\section*{Wigner--Bardeen decomposition of the work function}

\subsection*{1. Result, conventions, premises}

The work function of a metal face splits into a surface term and a bulk term (Wigner and Bardeen 1935; density-functional form Lang and Kohn 1971):
\begin{equation}
W = D-\mu_b .
\label{wb}
\end{equation}
Hartree atomic units ($\hbar=m=e^2/4\pi\epsilon_0=1$, length in bohr, $1\,\mathrm{Ha}=27.21$ eV); results in eV. Metal at $z<0$, vacuum at $z>0$. $n$ and $n_+$ are number densities of electrons and of positive charge. $\phi$ is the electrostatic potential \emph{energy of an electron},
\begin{equation}
\phi(\mathbf r)=\int\frac{n(\mathbf r')-n_+(\mathbf r')}{|\mathbf r-\mathbf r'|}\,d^3r',
\qquad \nabla^2\phi=4\pi(n_+-n),
\label{phi}
\end{equation}
zero infinitely far from the finite sample.

Premises.
(P1) Ground state, $T=0$, fixed positive charge, neutral sample of size $L$, volume $\Omega$, area $A$.
(P2) Metal: no gap. Adding or removing one electron changes the energy by $\pm\mu+O(1/L)$, the remainder being the charging energy $\sim 1/2C$ with capacitance $C\propto L$.
(P3) Screening: density and field reach their bulk forms within a microscopic depth, and each face is neutral up to $O(1/L)$ per unit area.
(P4) Jellium: $n_+=\bar n$ inside, zero outside, $\bar n=3/4\pi r_s^3$. The neutral energy is extensive,
\begin{equation}
E=\Omega\,\bar n\,\varepsilon(\bar n)+A\,\sigma(\bar n)+o(A),
\label{ext}
\end{equation}
with $\varepsilon$ the energy per electron of the uniform gas and $\sigma$ the surface energy.

\subsection*{2. Definition of $W$}

$W$ is the least energy needed to take one electron from the metal to rest at distance $d$ in front of the face, with $1\ll d\ll L$. The final state holds the $(N-1)$-electron sample and the outside electron. The electron feels the potential of the sample and its own image energy $-1/4d$. The missing charge spreads over the whole surface and shifts $\phi$ at $d$ by $O(1/L)$ only. Let $\phi_{\rm vac}$ be the plateau of $\phi$ of the neutral sample in front of the face. Then
\begin{equation}
W=E(N-1)+\phi_{\rm vac}-\frac1{4d}-E(N)+O(1/L)\;\to\;\phi_{\rm vac}-\mu ,
\label{def}
\end{equation}
by (P2), taking $L\to\infty$ first and $d\to\infty$ second. The image term is $3.6$ meV at $d=100$ nm. Image attraction at shorter range is an exchange-correlation effect; it is not part of $\phi$ and is contained in $\mu$.

Insert the mean interior value $\bar\phi$ of $\phi$:
\begin{equation}
W=\underbrace{(\phi_{\rm vac}-\bar\phi)}_{D}-\underbrace{(\mu-\bar\phi)}_{\mu_b}.
\label{split}
\end{equation}
So far this is an identity. The content lies in two claims: $D$ is fixed by the surface charge profile alone (Sec.~3), and $\mu_b$ is a bulk property (Sec.~4). Both are independent of the zero of $\phi$.

\subsection*{3. Dipole barrier}

For $L\to\infty$ the jellium surface is planar, $\phi_{\rm vac}=\phi(+\infty)$, $\bar\phi=\phi(-\infty)$ and $\phi''=4\pi(n_+-n)$. By (P3) $\phi'(-\infty)=0$. Integrating once, $\phi'(+\infty)=4\pi\int(n_+-n)\,dz=0$ by neutrality. Integrate by parts:
\begin{equation}
D=\int_{-\infty}^{\infty}\phi'\,dz=\big[z\phi'\big]_{-\infty}^{\infty}-\int_{-\infty}^{\infty} z\,\phi''\,dz .
\end{equation}
The boundary term vanishes. Outside, $\phi'$ decays with the density tail. Inside, the Friedel oscillation $n-\bar n\sim\cos(2k_Fz+\delta)/z^2$ gives $\phi'=O(z^{-2})$. Hence
\begin{equation}
D=4\pi\int_{-\infty}^{\infty} z\,[n(z)-n_+(z)]\,dz,
\qquad\text{SI: } D=\frac{e^2}{\epsilon_0}\int z\,[n-n_+]\,dz .
\label{D}
\end{equation}
A shift of origin $z\to z-z_0$ adds $-4\pi z_0\int(n-n_+)\,dz=0$. Electrons moved outward raise $D$. With the Friedel tail the integral converges conditionally, as $\int\cos(2k_Fz)\,dz/z$. The same steps on each half-line, with the background edge at $z=0$, give $D=D_{\rm in}+D_{\rm out}$,
\begin{equation}
D_{\rm in}=\phi(0)-\phi(-\infty)=4\pi\!\int_{-\infty}^0\! z\,(n-\bar n)\,dz,\qquad
D_{\rm out}=\phi(\infty)-\phi(0)=4\pi\!\int_0^\infty\! z\,n\,dz>0 .
\label{inout}
\end{equation}

\subsection*{4. Bulk chemical potential}

The Hamiltonian depends on $n_+$ through
\begin{equation}
-\sum_i\int\frac{n_+(\mathbf r')}{|\mathbf r_i-\mathbf r'|}d^3r'+\frac12\iint\frac{n_+(\mathbf r)n_+(\mathbf r')}{|\mathbf r-\mathbf r'|}d^3r\,d^3r' .
\end{equation}
Vary $n_+$ at fixed $N$. By the Hellmann--Feynman theorem only this explicit dependence counts, and the two terms combine with (\ref{phi}) to $-\int\phi\,\delta n_+$. Adding the change of $N$,
\begin{equation}
\delta E=\mu\,\delta N-\int\phi(\mathbf r)\,\delta n_+(\mathbf r)\,d^3r .
\label{HF}
\end{equation}
Apply this in steps of one electron with $\int\delta n_+=\delta N$, the added background spread over a macroscopic region. Second-order terms are then of charging type, $O(1/L)$ per electron. The zero of $\phi$ drops out of such neutral steps.

Raise the background density uniformly at fixed shape: $\delta n_+=\delta\bar n$ in $\Omega$, $\delta N=\Omega\,\delta\bar n$. The volume average of $\phi$ over $\Omega$ is $\bar\phi+O(A/\Omega)$ by (P3). Equate (\ref{HF}) with the variation of (\ref{ext}), divide by $\Omega\,\delta\bar n$, and let $A/\Omega\to0$:
\begin{equation}
\mu_b=\mu-\bar\phi=\frac{d(\bar n\varepsilon)}{d\bar n}=\varepsilon-\frac{r_s}{3}\frac{d\varepsilon}{dr_s},
\label{mub}
\end{equation}
using $\bar n\,d/d\bar n=-(r_s/3)\,d/dr_s$. No surface quantity is left, and no local approximation was made.

Write $\varepsilon=\varepsilon_k+\varepsilon_x+\varepsilon_c$, where $\varepsilon_k$ is the kinetic energy of the non-interacting gas and $\varepsilon_c$ holds the remainder, kinetic part included. With $k_F=(3\pi^2\bar n)^{1/3}=1.919/r_s$,
\begin{equation}
\varepsilon_k=\tfrac3{10}k_F^2=\frac{1.105}{r_s^2},\qquad
\varepsilon_x=-\frac{3k_F}{4\pi}=-\frac{0.4582}{r_s}.
\end{equation}
Since $\bar n\varepsilon_k\propto\bar n^{5/3}$ and $\bar n\varepsilon_x\propto\bar n^{4/3}$, the derivatives are $\frac53\varepsilon_k=k_F^2/2\equiv E_F=1.842/r_s^2$ and $\mu_x=\frac43\varepsilon_x=-k_F/\pi=-0.6109/r_s$. Thus
\begin{equation}
\boxed{\,W=D-\mu_b,\qquad \mu_b=\frac{\hbar^2k_F^2}{2m}+\mu_{xc}(\bar n),\qquad \mu_{xc}=\frac{d(\bar n\varepsilon_{xc})}{d\bar n}\,}
\label{final}
\end{equation}
with $D$ from (\ref{D}). This is exact for jellium under (P1)--(P4), given the exact $n(z)$ and $\varepsilon_{xc}$. It holds equally for an approximate density functional at its own minimum, with that functional's $\varepsilon$, since (\ref{HF}) needs only stationarity of $E$ in $n$ at fixed $N$. Rearranged, $W+E_F=D-\mu_{xc}$: the full step of the Kohn--Sham potential $\phi+v_{xc}$, with $v_{xc}(-\infty)=\mu_{xc}$ and $v_{xc}(\infty)=0$, of which $E_F$ is filled.

\subsection*{5. A sum rule for the inner part of $D$}

Use (\ref{HF}) on a slab once more. Move the background edge of one face, of area $A_1$, outward by $\delta L$ at fixed $\bar n$, and add $\delta N=\bar nA_1\delta L$ electrons. The new background sits at $z=0$, so $\delta E=[\mu-\phi(0)]\,\delta N$. From (\ref{ext}), with the face areas unchanged, $\delta E=\varepsilon\,\delta N$. Therefore $\mu=\phi(0)+\varepsilon$. Combine with (\ref{mub}) and (\ref{def}):
\begin{align}
D_{\rm in}&=\mu_b-\varepsilon=\bar n\,\frac{d\varepsilon}{d\bar n},\label{BV}\\
W&=D_{\rm out}-\varepsilon(\bar n).\label{MS}
\end{align}
These are the Budd--Vannimenus (1973) and Mahan--Schaich (1974) relations. Consequences: (i) $\bar nD_{\rm in}=\bar n^2d\varepsilon/d\bar n$ is the pressure of the electron gas, so $D_{\rm in}<0$ below the density at which $\varepsilon$ is least; by (\ref{inout}) $n$ must then exceed $\bar n$ somewhere inside. (ii) $D_{\rm out}>0$ gives $W>-\varepsilon(\bar n)$. (iii) For a trial profile that is not the minimum, (\ref{final}) and (\ref{MS}) differ, and the gap tests the profile.

Test case, Thomas--Fermi ($\varepsilon=\varepsilon_k$). Let $\psi=\mu-\phi$, $n=\bar n(\psi/E_F)^{3/2}$, $\psi''=4\pi(n-n_+)$. Multiply by $\psi'$ and integrate from either end, with $\psi=0$, $\psi'=0$ far outside and $\psi=E_F$, $\psi'=0$ deep inside:
\begin{equation}
\frac{\psi'^2}{8\pi\bar n}=\frac25\frac{\psi^{5/2}}{E_F^{3/2}}\ \ (z>0),\qquad
\frac{\psi'^2}{8\pi\bar n}=\frac25\frac{\psi^{5/2}}{E_F^{3/2}}-\psi+\frac35E_F\ \ (z<0).
\end{equation}
Continuity of $\psi'$ gives $\psi(0)=\frac35E_F=\varepsilon_k$, which is $\mu=\phi(0)+\varepsilon$. Here $D=\mu_b=E_F$ and $W=0$.

\subsection*{6. Crystals}

Average (\ref{phi}) over the surface cell, then over a sliding window of one layer-stacking period along $z$. Both averages commute with $d^2/dz^2$ and turn the periodic bulk $\phi$ and $n-n_+$ into the constants $\bar\phi$ (cell average) and $0$. Section~3 then applies to the doubly averaged densities. By (P3) the interior Kohn--Sham potential equals that of the periodic bulk up to the constant $\bar\phi$, and interior neutrality fixes the band filling. So $\mu_b=\mu-\bar\phi$ is the Fermi level of a bulk calculation measured from its mean electrostatic energy. It is the same for all faces, and all face and adsorbate dependence of $W$ lies in $D$.

The split depends on what is counted in $n-n_+$. Add a neutral spherical distribution $\delta n(r)$ on each atom (atomic volume $\Omega_a$), for example by counting a point charge plus its core electrons where nothing was counted before. Its potential obeys $\nabla^2\delta\phi=-4\pi\,\delta n$ and vanishes outside the distribution. Green's identity with $\nabla^2r^2=6$ gives
\begin{equation}
\delta\bar\phi=\frac1{\Omega_a}\int\delta\phi\,d^3r=-\frac{2\pi}{3\Omega_a}\int r^2\,\delta n\,d^3r .
\end{equation}
A relabelling leaves $\phi_{\rm vac}-\mu$ alone, so $D$ and $\mu_b$ both change by $-\delta\bar\phi$. Only $W$ and differences of $D$ between faces are free of this convention.

\subsection*{7. Range of validity}

\begin{itemize}
\item Metals. With a gap (P2) fails: removal and addition energies differ. The split (\ref{split}) then applies to the band edges (ionisation energy, affinity), and band bending adds a long-range term for the Fermi level.
\item Neutral, field-free face. With net surface charge $\phi'(\infty)\neq0$ and (\ref{D}) is not defined.
\item $1\ll d\ll L$. Small particles and patchy surfaces carry $O(1/L)$ terms and patch fields. For inequivalent faces $\phi_{\rm vac}$ is not the potential at infinity.
\item $T=0$. The free-electron shift of $\mu_b$ at fixed density is $-(\pi^2/12)(k_BT)^2/E_F$, of size $0.35$ meV for $r_s=5.63$ at 300 K. Thermal expansion enters separately through $\bar n$.
\item The form $E_F+\mu_{xc}(\bar n)$, and (\ref{BV}), (\ref{MS}), belong to jellium. Ion cores change $\mu_b$ and $D$; jellium has no face dependence; $d$-band metals are outside it.
\end{itemize}

\subsection*{8. Illustration: jellium at $r_s=5.63$ (Cs), with $r_s=2.07$ (Al) beside it}

Inputs: the two typical $r_s$ values, and Wigner's interpolation as an approximate correlation energy,
\begin{equation}
\varepsilon_c=-\frac{0.44}{r_s+7.8},\qquad
\mu_c=\varepsilon_c-\frac{r_s}{3}\frac{0.44}{(r_s+7.8)^2}.
\end{equation}
With it $\mu_b$ changes sign at $r_s=2.53$ and $\varepsilon$ is least at $r_s=4.30$. The Cs density lies beyond both points: $\mu_b<0$ and $D_{\rm in}<0$.

For $D$ take the neutral one-parameter profile used by Smith (1969),
\begin{equation}
n=\bar n\left(1-\tfrac12e^{\beta z}\right)\ (z<0),\qquad n=\tfrac12\bar n\,e^{-\beta z}\ (z>0).
\end{equation}
With $\int_0^\infty ze^{-\beta z}dz=\beta^{-2}$, (\ref{inout}) gives
\begin{equation}
D_{\rm in}=D_{\rm out}=\frac{2\pi\bar n}{\beta^2},\qquad D=\frac{4\pi\bar n}{\beta^2}=\frac{3}{r_s^3\beta^2}.
\end{equation}
Fix $\beta$ by minimising $\sigma$ for the functional made of the local energy $n\varepsilon(n)$, the second-order gradient term of the kinetic energy $|\nabla n|^2/72n$, and the electrostatic energy.

Electrostatic part: $\phi'=(2\pi\bar n/\beta)e^{-\beta|z|}$, so $\frac1{8\pi}\int\phi'^2dz=\pi\bar n^2/2\beta^3=\bar nc/\beta^3$ with $c=3/8r_s^3$.

Gradient part: outside, $\int n'^2/n\,dz=\bar n\beta/2$. Inside, $u=\frac12e^{\beta z}$ gives $\bar n\beta\int_0^{1/2}u\,du/(1-u)=\bar n\beta(\ln2-\frac12)$. The sum is $\bar n\beta\ln 2$, so the term is $\bar nb\beta$ with $b=\ln2/72=0.00963$.

Local part: with $t=\beta|z|$ and $F(x)=x\,\varepsilon(x\bar n)$, $\int[n\varepsilon(n)-n_+\varepsilon(\bar n)]dz=\bar na/\beta$, where
\begin{equation}
a=\int_0^\infty\!\big[F(1-\tfrac12e^{-t})-F(1)+F(\tfrac12e^{-t})\big]dt
=\varepsilon_kI_{5/3}+\varepsilon_xI_{4/3}+a_c .
\end{equation}
$I_p$ is the same integral for $F=x^p$: $I_{5/3}=-0.572$, $I_{4/3}=-0.339$. $a_c$ is the integral for $F=-0.44\,x^{4/3}/(r_s+7.8\,x^{1/3})$, done by quadrature. Then
\begin{equation}
\frac{\sigma}{\bar n}=\frac a\beta+b\beta+\frac c{\beta^3},\qquad
b\beta^4-a\beta^2-3c=0,\qquad
\beta^2=\frac{a+\sqrt{a^2+12bc}}{2b}.
\end{equation}
This is the only positive root, and $\sigma\to+\infty$ at both ends, so it is the minimum.

\begin{center}
\begin{tabular}{lrr}
 & $r_s=5.63$ & $r_s=2.07$\\ \hline
$k_F$ (bohr$^{-1}$) & 0.341 & 0.927\\
$E_F$ (eV) & 1.58 & 11.70\\
$\mu_x$ & $-2.95$ & $-8.03$\\
$\mu_c$ & $-1.02$ & $-1.30$\\
$\mu_b$ & $-2.39$ & 2.37\\
$\varepsilon$ & $-2.16$ & $-0.22$\\
$\mu_b-\varepsilon$ & $-0.23$ & 2.59\\ \hline
$a_c$ (Ha) & 0.0059 & 0.0046\\
$a$ (Ha) & 0.0135 & $-0.0679$\\
$c$ (a.u.) & 0.00210 & 0.0423\\
$\beta$ (bohr$^{-1}$) & 1.33 & 1.24\\ \hline
$D$ (eV) & 0.26 & 6.00\\
$D_{\rm in}=D_{\rm out}$ & 0.13 & 3.00\\
$W_1=D-\mu_b$ & 2.65 & 3.63\\
$W_2=D_{\rm out}-\varepsilon$ & 2.29 & 3.22\\
$W_1-W_2$ & 0.36 & 0.41
\end{tabular}
\end{center}
Entries are rounded after the computation. The second decimal displays the model's arithmetic and is not supported as accuracy.

Reading. At $r_s=5.63$ exchange and correlation outweigh $E_F$. The Fermi level lies 2.39 eV below the mean interior electrostatic energy, so the bulk term binds by itself; $D/|\mu_b|=0.11$. At $r_s=2.07$ the Fermi level lies above $\bar\phi$ and $W$ is what remains of a large $D$. $\beta$ hardly changes, so $D$ falls nearly as $r_s^{-3}$.

Neglected effects at $r_s=5.63$ are as large as $D$.
(a) Profile. The sum rule (\ref{BV}) demands $D_{\rm in}=-0.23$ eV; a monotonic profile can only give $D_{\rm in}>0$, here $+0.13$ eV. The mismatch is the gap $W_1-W_2=0.36$ eV, larger than the trial $D$. The profile lacks the density overshoot inside the edge; in the quantum problem this is the first Friedel peak, on the scale $\pi/k_F=9.2$ bohr. The gap tests the profile against its own functional only. The gradient expansion is a further approximation: states at the Fermi level give a density tail $e^{-2\kappa z}$, $\kappa=\sqrt{2W}$, up to slower factors, and $2\kappa=0.82$ to $0.88$ bohr$^{-1}$ for $W_2$ and $W_1$, a longer tail than $\beta=1.33$.
(b) Correlation input. Take instead the Perdew--Zunger (1981) form $\varepsilon_c=-0.1423/(1+1.0529\sqrt{r_s}+0.3334\,r_s)$, parameters approximate. It gives $\mu_c=-0.86$ eV and $\mu_b=-2.23$ eV, a shift of $0.16$ eV, and moves the bound $W>-\varepsilon$ from 2.16 to 1.99 eV.
(c) Ion cores are absent.

The model thus gives, at the Cs density, $\mu_b$ between $-2.4$ and $-2.2$ eV, a dipole barrier of at most a few tenths of an eV whose value it does not resolve, and with Wigner correlation $W\approx2.3$ to $2.6$ eV. These are the model's numbers. As typical knowledge, work functions of caesium metal lie near 2 eV, so the model is high by roughly 0.3 to 0.6 eV.